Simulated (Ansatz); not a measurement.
Rh: the change of energy above lowest point with volume scale

Results calculated with Ansatz 0.2.0, not measured. Free energy against uniform scaling of the volume at fixed shape and fractions; periodic cell, basis, potentials, k mesh and filling as listed.

The cell before it is scaled or strained (space group P6_3/mmc, No. 194):
```
CELL_PARAMETERS angstrom
2.73100 0.00000 0.00000
-1.36550 2.36510 0.00000
0.00000 0.00000 4.42850
ATOMIC_POSITIONS crystal
Rh 0.66667 0.33333 0.75000
Rh 0.33333 0.66667 0.25000
```

Settings of every row: functional LDA; dispersion none; potentials all-electron LAPW; k mesh 12x12x7; k shift 0x0x0; occupations fermi dirac; smearing width 0.1 eV; spin none.

Limits: coarse k mesh, up to 40 meV an atom off; minimum outside the range; the cell comes from a prototype or a list of computed structures and needn't be the stable phase.

| row | volume scale | V (Å³/atom) | energy above lowest point (meV/atom) |
| --- | --- | --- | --- |
| 1 | 0.94 | 13.444 | 0 |
| 2 | 0.96 | 13.73 | ? |
| 3 | 0.98 | 14.016 | 33.1 |
| 4 | 1 | 14.302 | 63.1 |
| 5 | 1.02 | 14.588 | 100.6 |
| 6 | 1.04 | 14.874 | 144.7 |
| 7 | 1.06 | 15.16 | 194.4 |

Question: what energy above lowest point should row 2 give?

Worked fit of energy above lowest point. Take u = (V_r/V)^(2/3) − 1 with V_r = 14.445 Å³ an atom, which is twice the finite (Eulerian) strain; such expansions in the strain, on which the Birch-Murnaghan equation of state is built, carry the rest volume and the bulk modulus. The shown rows have u = 0.04904, 0.0203, 0.00665, -0.00655, -0.01932, -0.03169. Least squares give energy above lowest point = 80.98 − 2845.1 × u + 23632 × u² + 14522 × u³ meV/atom; a parabola predicts inner rows, each left out in turn, worse (root mean square 0.28 against 0.052 meV/atom). All shown rows lie on it to the printed digit. The withheld row has u = 0.03442, so the fit gives 80.98 − 2845.1 × (0.03442) + 23632 × (0.03442)² + 14522 × (0.03442)³ = 11.6 meV/atom.

The calculation gave 11.6 meV/atom. The fit meets it to the printed digit.
